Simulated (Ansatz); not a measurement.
A series in volume scale on WC

Free energy against uniform scaling of the volume at fixed shape and fractions; periodic cell, basis, potentials, k mesh and filling as listed. The results are calculated, by Ansatz 0.2.0.

The cell before it is scaled or strained (space group Fm-3m, No. 225):
```
WC
1.0
      0.0000     2.1927     2.1927
      2.1927     0.0000     2.1927
      2.1927     2.1927     0.0000
W C
1 1
Direct
  0.00000 0.00000 0.00000
  0.50000 0.50000 0.50000
```

Settings of every row: functional r2SCAN; dispersion none; potentials PAW; wave cutoff 600 eV; density cutoff 2400 eV; k mesh 11x11x11; k shift 0x0x0; occupations fermi dirac; smearing width 0.1 eV; spin none.

Limits: coarse k mesh, up to 40 meV an atom off; no spin-orbit coupling, which can matter with elements this heavy; the cell comes from a prototype or a list of computed structures and needn't be the stable phase.

| row | volume scale | V (Å³/atom) | pressure (GPa) | energy above lowest point (meV/atom) |
| --- | --- | --- | --- | --- |
| 1 | 0.9 | 9.488 | 42.61 | 110.4 |
| 2 | 0.925 | 9.752 | 28.23 | 52.4 |
| 3 | 0.95 | 10.015 | 15.65 | 16.5 |
| 4 | 0.975 | 10.279 | ? | ? |
| 5 | 1 | 10.542 | -4.95 | 0.4 |
| 6 | 1.025 | 10.806 | -13.36 | 15.6 |
| 7 | 1.05 | 11.069 | -20.71 | 43.8 |
| 8 | 1.075 | 11.333 | -27.13 | 83.3 |
| 9 | 1.1 | 11.597 | -32.73 | 132.6 |

Question: what pressure should row 4 give?

Worked fit of pressure. Take u = (V_r/V)^(2/3) − 1 with V_r = 10.674 Å³ an atom, which is twice the finite (Eulerian) strain; such expansions in the strain, on which the Birch-Murnaghan equation of state is built, carry the rest volume and the bulk modulus. The shown rows have u = 0.08169, 0.06208, 0.0434, 0.00833, -0.00816, -0.02393, -0.03915, -0.05379. Least squares give pressure = −9.302 + 510.53 × u + 1447.9 × u² + 1008 × u³ GPa; a parabola predicts inner rows, each left out in turn, worse (root mean square 0.08 against 0.019 GPa). The rows lie off it by 0.00, 0.02, -0.01, 0.00, 0.01, -0.01, 0.00, 0.00. The pressure vanishes at u = 0.0174, or V = 10.4 Å³ an atom, and there the bulk modulus at fixed shape and fractions is B = −V dP/dV = (2/3)(1 + u) dP/du = 381 GPa. The withheld row has u = 0.02546, so the fit gives −9.302 + 510.53 × (0.02546) + 1447.9 × (0.02546)² + 1008 × (0.02546)³ = 4.65 GPa.

The calculation gave 4.66 GPa. The fit lies 0.01 GPa (0.013 % of the column's range) below it, one unit of the last digit.

The other values of row 4: energy above lowest point 0 meV/atom.
